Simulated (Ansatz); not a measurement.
# Mg: energy above lowest point against volume scale

Results calculated with Ansatz 0.2.0, not measured. Free energy against uniform scaling of the volume at fixed shape and fractions; periodic cell, basis, potentials, k mesh and filling as listed.

The cell before it is scaled or strained (space group P6_3/mmc, No. 194):
```
CELL_PARAMETERS angstrom
3.20930 0.00000 0.00000
-1.60470 2.77930 0.00000
0.00000 0.00000 5.21030
ATOMIC_POSITIONS crystal
Mg 0.33333 0.66667 0.25000
Mg 0.66667 0.33333 0.75000
```

Settings of every row: functional PBE; dispersion none; potentials all-electron LAPW; k mesh 10x10x6; k shift 0x0x0; occupations fermi dirac; smearing width 0.1 eV; spin none.

Limits: coarse k mesh, up to 40 meV an atom off.

```
row  volume scale  V (Å³/atom)  energy above lowest point (meV/atom)
  1          0.92       21.378                                  14.3
  2          0.96       22.307                                   2.3
  3             1       23.237                                     0
  4          1.04       24.166                                     ?
  5          1.08       25.096                                  17.9
```

Question: what energy above lowest point should row 4 give?

Worked fit of energy above lowest point. Take u = (V_r/V)^(2/3) − 1 with V_r = 22.772 Å³ an atom, which is twice the finite (Eulerian) strain; such expansions in the strain, on which the Birch-Murnaghan equation of state is built, carry the rest volume and the bulk modulus. The shown rows have u = 0.04301, 0.01385, -0.01339, -0.06273. Least squares give energy above lowest point = 0.05 + 80.9 × u + 5825 × u² meV/atom; a straight line predicts inner rows, each left out in turn, worse (root mean square 10 against 0.026 meV/atom). All shown rows lie on it to the printed digit. Its lowest point lies at u = -0.0069, or V = 23.01 Å³ an atom, and the curvature there gives the bulk modulus at fixed shape and fractions, B = (4/9)(1 + u)² E″(u)/V = 35.6 GPa. Letting shape and atoms relax would as a rule lower it, by much in layered, chain or molecular crystals. The withheld row has u = -0.03884, so the fit gives 0.05 + 80.9 × (-0.03884) + 5825 × (-0.03884)² = 5.7 meV/atom.

The calculation gave 5.7 meV/atom. The fit meets it to the printed digit.
